\section*{Boys function table: what moves the interpolation error}

\subsection*{The question}

A common way to evaluate the Boys function is to tabulate it on a grid and expand about the nearest grid point. Take N$_2$ in the cc-pV6Z basis, whose highest shell on nitrogen is a single $i$ shell ($l=6$), so that nuclear attraction integrals need orders up to $n=6+6=12$. The baseline has grid spacing $h=0.1$ and $K=6$ Taylor terms. In which direction and by how much does the truncation error move if we change, one at a time, the spacing, the number of terms, the rule that picks the grid point, the atom, the integral class, or the argument?

\subsection*{Conventions and result}

Atomic units are used: lengths in bohr, exponents in bohr$^{-2}$, arguments dimensionless. The Boys function is
\begin{equation}
F_n(x)=\int_0^1 t^{2n}e^{-xt^2}\,dt ,\qquad F_n(0)=\frac{1}{2n+1}.
\end{equation}
For primitives with exponents $a,b$, total exponent $p=a+b$ and product centre $\mathbf P$, attraction to nucleus $C$ needs $(-2p)^nF_n(x)$ with $x=p|\mathbf P-\mathbf C|^2\ge0$ and $n\le l_a+l_b$. Differentiating under the integral gives $dF_n/dx=-F_{n+1}$, so the $k$th derivative is $(-1)^kF_{n+k}$. With $x=x_0+d$ and the terms $k=0,\dots,K-1$ kept,
\begin{equation}
F_n(x_0+d)=\sum_{k=0}^{K-1}F_{n+k}(x_0)\frac{(-d)^k}{k!}+r,\qquad
r=\frac{(-d)^K}{K!}F_{n+K}(\xi),
\label{eq:taylor}
\end{equation}
with $\xi$ between $x_0$ and $x$. Here $r$ is exact value minus truncated sum. For $\xi\ge0$ the exponential is at most one, hence
\begin{equation}
|r|\le\frac{|d|^K}{K!\,(2n+2K+1)},\qquad |d|\le h/2
\label{eq:abs}
\end{equation}
when the nearest grid point is used. For negative $\xi$ the bound needs a further factor $e^{|\xi|}$.

The relative error $\rho=|r|/F_n(x)$ has a bound too. The ratio $F_{n+K}/F_n$ is the mean of $t^{2K}$ under the weight $t^{2n}e^{-xt^2}$. Its $x$ derivative is minus the covariance of $t^{2K}$ and $t^2$, and two increasing functions have a positive covariance, so the ratio falls from its value at $x=0$. Also $F_n(\xi)\le e^{|d|}F_n(x)$. Therefore
\begin{equation}
\rho\le e^{|d|}\,\frac{|d|^K}{K!}\,\frac{2n+1}{2n+2K+1}.
\label{eq:rel}
\end{equation}
The calculated values below come from the integral form of the remainder, which avoids subtracting nearly equal numbers:
\begin{equation}
r=\frac{(-d)^K}{(K-1)!}\int_0^1(1-u)^{K-1}F_{n+K}(x_0+ud)\,du .
\label{eq:int}
\end{equation}

\subsection*{Baseline}

Take $n=12$, $K=6$, $x_0=0$, $d=0.05$. Then $d^6/6!=2.17\times10^{-11}$, and Eq.~\eqref{eq:abs} gives $5.87\times10^{-13}$. Since $K$ is even, $r>0$ for either sign of $d$: the truncated sum is too low. The weight $(1-u)^{K-1}$ in Eq.~\eqref{eq:int} has mean $u=1/(K+1)$, so $\xi\approx d/7$, and $F_{18}$ has logarithmic slope $-37/39$ at zero. We expect $r$ to be $1-(d/7)(37/39)=0.993$ of the bound. Equation~\eqref{eq:int} gives $r_0=5.83\times10^{-13}$, which is $0.993$ of the bound, and $\rho_0=1.53\times10^{-11}$ against $1.54\times10^{-11}$ from Eq.~\eqref{eq:rel}. Both bounds are nearly reached in the first grid cell.

\subsection*{Changes to the table}

\emph{Halve the spacing.} The largest $|d|$ halves, so $r$ keeps its sign and falls by $2^{-6}=1/64$. The fall is slightly weaker than that, because $\xi$ moves towards zero, where $F_{18}$ is larger.

\emph{Add one term.} The factor is $-[d/(K+1)]\,(2n+2K+1)/(2n+2K+3)=-(0.05/7)(37/39)$, a reduction by 148. With $K$ odd, $r$ has the sign of $-d$: the sum is too high to the right of a grid point and too low to the left. The table must hold orders up to $n+K-1$, which goes from 17 to 18. At this spacing one more term gains more accuracy than twice as many grid points.

\emph{Round down instead of to nearest.} Writing the index as an integer truncation of $x/h$ lets $d$ approach $h$. The worst error rises by $2^6=64$, slightly less because $\xi$ moves outward.

\begin{center}
\begin{tabular}{lccc}
\hline
change & predicted $r/r_0$ & calculated $r$ & calculated $r/r_0$\\
\hline
$h=0.05$, $d=0.025$ & $0.0156$ & $9.13\times10^{-15}$ & $0.0157$\\
$K=7$ & $-0.00678$ & $-3.95\times10^{-15}$ & $-0.00678$\\
round down, $d=0.1$ & $64$ & $3.70\times10^{-11}$ & $63.6$\\
\hline
\end{tabular}
\end{center}

Rounding sets the floor. The unit roundoff of double precision is $2^{-53}=1.11\times10^{-16}$, and the stored values and the summation each contribute a few such units. For $K=7$ we find $\rho=1.03\times10^{-13}$, almost three orders above that unit. For $K=8$ the estimate $(d^8/8!)(25/41)=5.9\times10^{-16}$ is only 5.3 units, so rounding rivals truncation there and further terms stop showing their predicted gain.

\subsection*{Changes to the chemistry}

\emph{Change the atom.} Neither bound contains a nuclear charge or an exponent, so the atom acts only through the top order and the arguments. The cc-pV6Z set of silicon also ends at $i$, so silane keeps $n=12$ and the bounds do not change. The set of hydrogen ends at $h$ functions ($l=5$), so H$_2$ needs only $n=10$. Then the absolute error of the top order rises by $37/33$, while the relative error falls by $(21/33)/(25/37)$. The signs are opposite because $F_n$ itself scales as $1/(2n+1)$ near zero and changes faster with $n$ than $F_{n+6}$ does.

\emph{Change the integral class.} Repulsion integrals over four $i$ functions need $n=24$. The same reasoning gives $37/61$ for the absolute error and $(49/61)/(25/37)$ for the relative one.

\emph{Change the argument.} As inputs we take an illustrative $i$ exponent of 2.0 bohr$^{-2}$ and an approximate bond length of 2.07 bohr, so $p=4$. Order 12 arises only from $ii$ pairs, and these have three arguments. With both functions and the nucleus on one atom, $x=0$, a grid point, and $r=0$. With one function on each atom, $\mathbf P$ is the bond midpoint and $x=4.28$. With both functions on one atom and the other nucleus, $x=17.14$. The nearest grid points are $4.3$ and $17.1$; we keep $d=0.05$ to isolate the effect of $x_0$.

The absolute factor is close to $F_{18}(x_0)/F_{18}(0)$, the mean of $e^{-x_0t^2}$ under the weight $t^{36}$. Convexity of the exponential gives a lower limit. Repeated integration by parts gives
\begin{equation}
F_m(x)=\frac{e^{-x}}{2m+1}\left[1+\frac{2x}{2m+3}+\frac{(2x)^2}{(2m+3)(2m+5)}+\cdots\right],
\end{equation}
and a geometric series of ratio $2x/(2m+3)$ bounds the bracket from above. For $2x_0<39$,
\begin{equation}
e^{-37x_0/39}\le 37F_{18}(x_0)\le\frac{e^{-x_0}}{1-2x_0/39}.
\end{equation}
The relative error must fall too, by the covariance argument, but slowly. The initial logarithmic slope of $F_{18}/F_{12}$ is $-(37/39-25/27)=-0.0228$, which extrapolates to a factor $0.91$ at $4.3$ and $0.68$ at $17.1$. A second estimate suits large arguments. The recursion $2xF_{m+1}=(2m+1)F_m-e^{-x}$ gives $F_{m+1}/F_m<(m+\tfrac12)/x$, so $F_{18}/F_{12}<0.438$ at $17.1$, against $25/37=0.676$ at zero, and the factor lies below about $0.65$.

\begin{center}
\begin{tabular}{lcccccc}
\hline
 & \multicolumn{3}{c}{absolute} & \multicolumn{3}{c}{relative}\\
change & pred. factor & $r$ & factor & pred. factor & $\rho$ & factor\\
\hline
$n=10$ & $1.121$ & $6.53\times10^{-13}$ & $1.121$ & $0.942$ & $1.44\times10^{-11}$ & $0.941$\\
$n=24$ & $0.607$ & $3.53\times10^{-13}$ & $0.606$ & $1.189$ & $1.82\times10^{-11}$ & $1.191$\\
$x_0=4.3$ & $0.0169$ to $0.0174$ & $1.01\times10^{-14}$ & $0.0173$ & $0.91$ & $1.34\times10^{-11}$ & $0.88$\\
$x_0=17.1$ & $9.0\times10^{-8}$ to $3.0\times10^{-7}$ & $9.98\times10^{-20}$ & $1.71\times10^{-7}$ & $<0.65$ & $4.35\times10^{-12}$ & $0.285$\\
\hline
\end{tabular}
\end{center}

All signs come out as reasoned, and both absolute factors lie inside their brackets. The size of the last relative factor is poorly predicted: at $x\approx n+K$ the weight has left $t=1$, where the initial slope applies, and the $e^{-x}$ term of the recursion is not yet negligible. In this crossover region the table ratio $F_{n+K}/F_n$ has to be looked up. The last two rows are the model's values, since they rest on the illustrative exponent. The model's actual offsets are $d=-0.0151$ and $d=0.0396$, which reduce these rows further by about $(d/0.05)^6=7.6\times10^{-4}$ and $0.25$.

\subsection*{What to take into the code}

The absolute bound is flattering at high order and large argument. At $x=17.15$ the function is itself only $F_{12}=2.29\times10^{-8}$, and it enters the integral multiplied by $(2p)^{12}=6.87\times10^{10}$ before the expansion coefficients act. An absolute error of order $10^{-19}$ there still means a relative error within a factor of four of the baseline. Thresholds should therefore be set on Eq.~\eqref{eq:rel}. Its order-dependent factor $(2n+1)/(2n+2K+1)$ is below one for every $n$, so $\rho\le e^{h/2}(h/2)^K/K!$ covers all orders and all non-negative arguments on the grid, $2.28\times10^{-11}$ for the baseline. This bounds the Boys values only; cancellation among terms of alternating sign in $(-2p)^nF_n$ can make the relative error of a finished integral larger. Spacing, term count and rounding rule move the relative error by roughly two orders of magnitude each, while atom and integral class move it by less than 20 per cent at small argument.